Dear colleague,

You asked why the interaction energy of carriers spread over many valleys should scale as $n^{1/4}$, and why a formula for charged bosons appears in an electron problem. Both follow from one limit of the random-phase approximation (RPA), which I derive here with its leading corrections.

**1. Premises**

Take electrons of density $n$ with an isotropic parabolic band in a rigid, uniform, neutralising background at zero temperature. They come in $g$ equally populated flavours (spin times valley), and the Coulomb interaction conserves flavour. I use Hartree atomic units. In a semiconductor with mass $m^*$ and dielectric constant $\epsilon_\infty$ these become effective units, $a^*=a_0\epsilon_\infty m_e/m^*$ and ${\rm Ha}^*={\rm Ha}\,(m^*/m_e)/\epsilon_\infty^2$. Then

$$n=\frac{3}{4\pi r_s^3},\quad \omega_p^2=4\pi n=\frac{3}{r_s^3},\quad k_F=\Big(\frac{6\pi^2 n}{g}\Big)^{1/3}=\Big(\frac{9\pi}{2g}\Big)^{1/3}\frac1{r_s},\quad v_q=\frac{4\pi}{q^2},\quad e_q=\frac{q^2}{2}.$$

All energies $\varepsilon$ are per electron. Scale the interaction by $\lambda$. The Hellmann-Feynman theorem and the fluctuation-dissipation theorem give, exactly,

$$\varepsilon_{xc}=\int_0^1\! d\lambda\,\frac12\int\!\frac{d^3q}{(2\pi)^3}v_q\,[S_\lambda(q)-1],\qquad nS_\lambda(q)=-\frac1\pi\int_0^\infty\! d\omega\,\chi_\lambda(q,i\omega),$$

where $\varepsilon_{xc}$ is the ground-state energy minus the free kinetic energy $3k_F^2/10$. The RPA is the single approximation $\chi_\lambda=\chi_0/(1-\lambda v\chi_0)$. Since $\int_0^1 d\lambda\, v\chi_\lambda=-\ln(1-v\chi_0)$,

$$\varepsilon_{xc}=\frac1n\int\!\frac{d^3q}{(2\pi)^3}\Big[\int_0^\infty\!\frac{d\omega}{2\pi}\ln(1-v\chi_0)-\frac{nv_q}{2}\Big].\tag{1}$$

Exchange $\varepsilon_x$ is the first line evaluated with $S_0$, and $\varepsilon_c=\varepsilon_{xc}-\varepsilon_x$.

The free response sums over transitions $\mathbf k\to\mathbf k+\mathbf q$ of energy $\Delta=e_q+\mathbf k\cdot\mathbf q$ with weight $n_{\mathbf k}(1-n_{\mathbf k+\mathbf q})f(\Delta)$, where $f(\Delta)=2\Delta/(\omega^2+\Delta^2)$. The part with $n_{\mathbf k}n_{\mathbf k+\mathbf q}$ vanishes, because interchanging the two occupied states reverses $\Delta$ and $f$ is odd. What remains is an average over the Fermi sphere. The projection $\mu=\mathbf k\cdot\mathbf q/(qk_F)$ has the weight of a slice of a sphere, so

$$\chi_0=-n\langle f\rangle=-n\int_{-1}^{1}\!d\mu\,\tfrac34(1-\mu^2)\,f(e_q+qk_F\mu),\qquad\langle\mu^2\rangle=\tfrac15,\quad\langle\mu^4\rangle=\tfrac3{35}.\tag{2}$$

This is the Lindhard function. Here $g$ enters only through $k_F$.

**2. One parameter governs the RPA**

The recoil energy $e_q$ equals $\omega_p$ at $q_0=\sqrt{2\omega_p}=1.861\,r_s^{-3/4}$. Put $q=q_0x$ and measure frequencies in $\omega_p$. Then $e_q\to x^2$, $qk_F\to2\kappa x$, $-v\chi_0=\langle f\rangle/2x^2$, with

$$\kappa=\frac{k_F}{q_0}=1.299\,g^{-1/3}r_s^{-1/4}.$$

The measure becomes $n^{-1}(2\pi^2)^{-1}q_0^3\,\omega_p\,x^2dx=(2^{5/2}/\pi)\,\omega_p^{1/2}x^2dx$. Hence $\varepsilon_{xc}$ and $\varepsilon_c$ both equal $r_s^{-3/4}$ times a function of $\kappa$ alone. Two things follow. First, $\varepsilon_c(r_s,g)=(g/2)\,\varepsilon_c\big(r_s(g/2)^{4/3},2\big)$, because both sides share $\kappa$ and the prefactor restores $r_s^{-3/4}$. Second, $r_s\to\infty$ at fixed $g$ and $g\to\infty$ at fixed density are, within the RPA, the same limit $\kappa\to0$. The momenta that matter are of order $q_0$, and $q_0\gg k_F$.

**3. The limit $\kappa\to0$**

At $\kappa=0$ every electron starts from rest, and Eq. (2) gives $\chi_0=-2ne_q/(\omega^2+e_q^2)$. Because $2ne_qv_q=\omega_p^2$,

$$1-v\chi_0=\frac{\omega^2+E_q^2}{\omega^2+e_q^2},\qquad E_q=\sqrt{q^4/4+\omega_p^2}.$$

On the real axis the dielectric function vanishes at $\omega=E_q$. There is one sharp mode per wave vector, a plasmon for $q\ll q_0$ and a free recoiling particle for $q\gg q_0$. The particle-hole continuum, of width $2qk_F$ around $e_q$, has shrunk to a line. This is the Bogoliubov spectrum $E^2=e^2+2env$ of a condensed Bose gas with Coulomb repulsion.

The frequency integral is $\int_0^\infty\ln[(\omega^2+E^2)/(\omega^2+e^2)]\,d\omega=\pi(E-e)$. To see this, differentiate with respect to $E$, which gives $\int_0^\infty 2E\,d\omega/(\omega^2+E^2)=\pi$, and note that both sides vanish at $E=e$. Equation (1) turns into a sum of zero-point shifts,

$$\varepsilon^{(0)}=\frac1{2n}\int\!\frac{d^3q}{(2\pi)^3}\,[E_q-e_q-nv_q]=\frac{2^{3/2}}{\pi}\,\omega_p^{1/2}\,I_0,\qquad I_0=\int_0^\infty\!dx\,\big[x^2(s-x^2)-\tfrac12\big],$$

with $s=\sqrt{1+x^4}$. Define $y=s-x^2=1/(s+x^2)$, which falls from 1 to 0. Then $x^2=(1-y^2)/2y$, so the integrand is $x^2y-\tfrac12=-y^2/2$. It is negative everywhere and decays as $x^{-4}$. Integrate by parts. The boundary term $xy^2$ vanishes at both ends, and with $t=y^2$ an Euler beta function appears:

$$I_0=-\int_0^1\! y\,x(y)\,dy=-\frac1{\sqrt2}\int_0^1\! y^{1/2}(1-y^2)^{1/2}dy=-\frac{B(\frac34,\frac32)}{2\sqrt2}=-\frac{2\,\Gamma(\frac34)^2}{5\sqrt\pi}=-0.3389 .$$

The last form uses $\Gamma(\frac94)=\frac5{16}\Gamma(\frac14)$ and $\Gamma(\frac14)\Gamma(\frac34)=\pi\sqrt2$. With $\omega_p^{1/2}=3^{1/4}r_s^{-3/4}$,

$$\boxed{\;\varepsilon^{(0)}=-\frac{2^{5/2}3^{1/4}\,\Gamma(\frac34)^2}{5\pi^{3/2}}\,r_s^{-3/4}=-0.4015\,r_s^{-3/4}\ {\rm Ha}=-0.803\,r_s^{-3/4}\ {\rm Ry}\;}\tag{3}$$

This is the expression Foldy derived in 1961 for the charged Bose gas. It scales as $n^{1/4}$. It does not depend on $g$. Nor does it depend on spin or valley polarisation, because flavours with unequal densities $n_\sigma$ contribute $-2n_\sigma e_q/(\omega^2+e_q^2)$ each, and only $\sum_\sigma n_\sigma=n$ survives.

**4. First correction: exchange is cancelled**

Equation (3) is the limit of $\varepsilon_{xc}$. For $\varepsilon_c$ we need $\varepsilon_x$. From $\int_0^\infty f\,d\omega=\pi\,{\rm sgn}\,\Delta$ we get $S_0=\langle{\rm sgn}(e_q+qk_F\mu)\rangle$. With $z=q/2k_F$ the sign changes at $\mu=-z$, so $S_0=\int_{-z}^{z}\frac34(1-\mu^2)d\mu=\frac32z-\frac12z^3$ for $z<1$, and $S_0=1$ beyond. Therefore

$$\varepsilon_x=\frac1\pi\int_0^{2k_F}(S_0-1)\,dq=-\frac{2k_F}{\pi}\Big(1-\frac34+\frac18\Big)=-\frac{3k_F}{4\pi}.$$

The next section shows that $\varepsilon_{xc}$ has no term linear in $\kappa$. Hence $\varepsilon_c=\varepsilon^{(0)}+3k_F/4\pi+\dots$: the first correction to the correlation energy removes the exchange energy. The correlation hole, of radius $1/q_0$, already expels one electron, and the much wider exchange hole, of radius $1/k_F$, is screened away. Relative to Eq. (3) this correction is $1.107\,\kappa$. For $g=2$ it is $+0.458/r_s$ Ha, and it falls below 10% of the leading term only at $r_s\approx1.7\times10^4$. At $r_s=1$ the same takes $g\approx3.0\times10^3$. It also depends on polarisation, through $k_F$. So $\varepsilon_c$ approaches Eq. (3) very slowly, while $\varepsilon_{xc}$ approaches it fast.

**5. Second and fourth order in $\kappa$**

For $q\gg k_F$ expand Eq. (2) in $qk_F\mu$. Odd moments vanish, and $\langle f\rangle=f+\frac1{10}q^2k_F^2f''+\dots$ at $\Delta=e$. The logarithm changes by $\frac1{10}\omega_p^2k_F^2f''\,(\omega^2+e^2)/(\omega^2+E^2)$, since $nv_qq^2=\omega_p^2$. Write $f''=2[(e+i\omega)^{-3}+{\rm c.c.}]$, so that the integral over the half line becomes one over the full line, and close the contour below, where the only pole is $\omega=-iE$:

$$2\int_{-\infty}^{\infty}\!\frac{(e-i\omega)\,d\omega}{(e+i\omega)^2(\omega^2+E^2)}=-\frac{2\pi(E-e)}{E(E+e)^2}.$$

In scaled variables the right side is $-2\pi y^3/s$ and $k_F^2=2\kappa^2$. The substitution $x^2=\sinh u$, $s=\cosh u$, $y=e^{-u}$ does the momentum integral:

$$\varepsilon^{(2)}=-\frac{2^{5/2}}{5\pi}\omega_p^{1/2}\kappa^2L,\qquad L=\int_0^\infty\!\frac{x^2y^3}{s}dx=\frac{B(\frac54,\frac32)}{4\sqrt2}=\frac{\Gamma(\frac14)^2}{84\sqrt\pi}=0.0883 .$$

Thus $\varepsilon^{(2)}=-0.01208\,k_F^2r_s^{3/4}$, which is $0.104\,\kappa^2$ times Eq. (3).

The order $\kappa^4$ collects the $\langle\mu^4\rangle$ term and minus half the square of the second-order change. The same contour, with $(\omega^2+E^2)^{-2}=-(2E)^{-1}\partial_E(\omega^2+E^2)^{-1}$ for the square, gives

$$\varepsilon^{(4)}=-\frac{2^{5/2}}{\pi}\omega_p^{1/2}\kappa^4\!\int_0^\infty\!\!dx\Big[\frac{12x^4y^5}{35s}+\frac1{50}\Big(\frac{y}{s^3}+\frac{y^2}{s^2}+\frac{x^2y^6}{s^3}+\frac{x^2(4y^7-2y^5)}{s^2}\Big)\Big]=-0.073\,\kappa^4r_s^{-3/4}.$$

The expansion fails for $x\lesssim\kappa$. There the logarithm departs from its $\kappa=0$ form by an amount of order unity only over frequencies of order $\kappa^2$, and the volume in $x$ is of order $\kappa^3$. This region therefore contributes at order $\kappa^5$, with a coefficient I have not evaluated. It cannot produce a term in $\kappa$ or $\kappa^3$. Collecting,

$$\varepsilon_{xc}^{\rm RPA}=-0.4015\,r_s^{-3/4}\,[1+0.104\,\kappa^2]-0.073\,\kappa^4r_s^{-3/4}+O(\kappa^5r_s^{-3/4}),\qquad\varepsilon_c^{\rm RPA}=\varepsilon_{xc}^{\rm RPA}+\frac{3k_F}{4\pi}.\tag{4}$$

**6. When the RPA itself holds**

So far I have evaluated the RPA. Whether it describes the electrons is a separate question, and here the two limits part company.

If $g$ is at least the number of electrons, each can take its own flavour. The spatial wave function is then unrestricted, and the lowest state is the nodeless symmetric one. The exact $g=\infty$ problem is the charged Bose gas. The ring sum treats the occupied states as an undepleted reservoir, so its control parameter is the fraction $D$ of particles lifted out of them. To count them, add a cost $\eta$ to each excited particle, $e\to e+\eta$. The mode energy becomes $\sqrt{(e+\eta)^2+2(e+\eta)nv}$, and the derivative of the zero-point sum at $\eta=0$ is

$$D=\frac1{2n}\int\!\frac{d^3q}{(2\pi)^3}\Big[\frac{e+nv}{E}-1\Big]=\frac{2^{3/2}J}{\pi\,\omega_p^{1/2}},\qquad J=\int_0^\infty\!\frac{y^2}{2s}dx=\frac{\sqrt2}{8}B(\tfrac54,\tfrac12)=\frac{\Gamma(\frac14)^2}{24\sqrt\pi}=0.3090 .$$

So $D=0.2114\,r_s^{3/4}$. It is small at high density and reaches the impossible value 1 at $r_s=7.9$. Equation (3) is the leading high-density term for charged bosons, which Lieb and Solovej proved rigorously in 2001. The next term is smaller by a factor of order $r_s^{3/4}$, hence a constant. I take its approximate size, $+0.014$ Ha, as given.

Since $L=\frac27J$, the second-order term can be written $\varepsilon^{(2)}=-\frac4{21}D\cdot\frac3{10}k_F^2$, a mass enhancement. An electron of momentum $k$ couples to the modes with squared matrix element $nv_q^2S(q)$, where the $\kappa=0$ response gives $S=e/E$. Its second-order shift $-\int\frac{d^3q}{(2\pi)^3}nv^2S/(E+e-\mathbf k\cdot\mathbf q)$ has the $k^2$ part $-\frac{k^2}3\int\frac{d^3q}{(2\pi)^3}2\pi\omega_p^2/[E(E+e)^3]=-\frac4{21}D\,\frac{k^2}2$. The Fermi-sphere average reproduces $\varepsilon^{(2)}$ by an independent route.

At finite $g$ there is one more omission. Two electrons of the same flavour, both nearly at rest, scatter into $\pm\mathbf q$ with direct and exchange amplitudes that almost cancel, and the rings keep only the direct one. A fraction $1/g$ of the pairs is affected. The missing screened second-order exchange therefore has the scale $|\varepsilon^{(0)}|/g$, with a coefficient I have not computed.

Now take the other route, $r_s\to\infty$. By Eq. (4) exchange has cancelled and the kinetic term falls as $r_s^{-2}$, so the RPA total energy tends to Eq. (3) for any $g$. Compare a Wigner crystal, whose energy at low density is the electrostatic lattice energy. For point charges on lattice vectors $\mathbf R$, with reciprocal vectors $\mathbf G$, cell volume $V$ and any $\beta>0$, the Ewald sum is

$$\varepsilon_M=\frac12\sum_{\mathbf R\ne0}\frac{{\rm erfc}(\beta R)}{R}+\frac{2\pi}V\sum_{\mathbf G\neq0}\frac{e^{-G^2/4\beta^2}}{G^2}-\frac{\beta}{\sqrt\pi}-\frac{\pi}{2\beta^2V},$$

which for the bcc lattice gives $-0.896/r_s$ Ha. Zero-point motion adds a positive term of order $\omega_p\propto r_s^{-3/2}$. Since $r_s^{-3/4}$ decays more slowly than $r_s^{-1}$, Eq. (3) lies below the lattice energy for $r_s>(0.896/0.4015)^4=24.8$, and the ratio of the two grows as $r_s^{1/4}$ without limit. The statement can be made strict. A point electron in a neutralising sphere of radius $r_s$ has energy $(-\frac32+\frac35)/r_s=-0.9/r_s$, and Lieb and Narnhofer proved in 1975 that this bounds the energy per particle from below for any statistics. Equation (3) violates the bound for $r_s>25.2$. At low density Eq. (3) is a property of the approximation and has the wrong power law. The cause is visible in $q_0$. A hole of radius $1/q_0\propto r_s^{3/4}$ is smaller than the interparticle distance at large $r_s$, and it can hold one missing electron only by driving the pair distribution function negative.

**7. Range of validity**

As a statement about the RPA, Eq. (3) needs only $\kappa\ll1$, that is $r_s\gg2.85\,g^{-4/3}$. As a statement about electrons it also needs $D\ll1$ and $g\gg1$. The window $2.85\,g^{-4/3}\ll r_s\lesssim1$ is closed for $g=2$ and opens as $g$ grows. Inside it the relative corrections to $\varepsilon_{xc}$ are of order $\kappa^2$, $1/g$ and $r_s^{3/4}$. At fixed density the first two vanish as $g\to\infty$ and the third stays. Mass anisotropy, intervalley scattering, discrete dopant ions and temperature lie outside the premises.

**8. Illustration at fixed density**

Take silicon-like typical inputs, $m^*=0.26\,m_e$ and $\epsilon_\infty=11.7$. Then $a^*=2.38$ nm and ${\rm Ha}^*=51.7$ meV. Fix $r_s=1$, which means $n=1.77\times10^{19}$ cm$^{-3}$ and $\hbar\omega_p=89.5$ meV. The value $g=12$ stands for six valleys and two spins, and the larger values are model cases. Equation (4) gives, in Ha$^*$:

| $g$ | $\kappa$ | $3k_F^2/10$ | $\varepsilon_x$ | $\varepsilon^{(2)}$ | $\varepsilon^{(4)}$ | $\varepsilon_{xc}^{\rm RPA}$ | $\varepsilon_c^{\rm RPA}$ |
|---|---|---|---|---|---|---|---|
| 12 | 0.567 | 0.335 | −0.252 | −0.0135 | −0.0076 | −0.42 | −0.17 |
| 100 | 0.280 | 0.0814 | −0.1244 | −0.0033 | −0.00045 | −0.405 | −0.281 |
| 1000 | 0.130 | 0.0175 | −0.0577 | −0.0007 | −0.00002 | −0.4023 | −0.3445 |
| ∞ | 0 | 0 | 0 | 0 | 0 | −0.4015 | −0.4015 |

I take $\varepsilon^{(4)}$ as the scale of the truncation, so the last digit at $g=12$ is uncertain. The exchange-correlation column hardly moves, while its split into exchange and correlation changes completely. At $g=\infty$ the RPA energy is $-20.8$ meV per electron. Because $\varepsilon\propto n^{1/4}$, the chemical potential is $d(n\varepsilon)/dn=\frac54\varepsilon=-0.5019$ Ha$^*$, or $-25.9$ meV.

The terms beyond the RPA set the physical accuracy. The depletion is $D=0.21$, and the approximate boson constant is 3.5% of Eq. (3), as large as $\varepsilon^{(2)}$ at $g=12$. The scale of the missing exchange term is 0.033, 0.004 and 0.0004 Ha$^*$ for the three finite $g$, which rivals or exceeds $\varepsilon^{(2)}$ in the first two rows and is comparable in the third. For twelve flavours at this density the model therefore supports an exchange-correlation energy near $-0.4$ Ha$^*$, good to roughly a tenth of its value, and the further digits of the table describe the RPA only.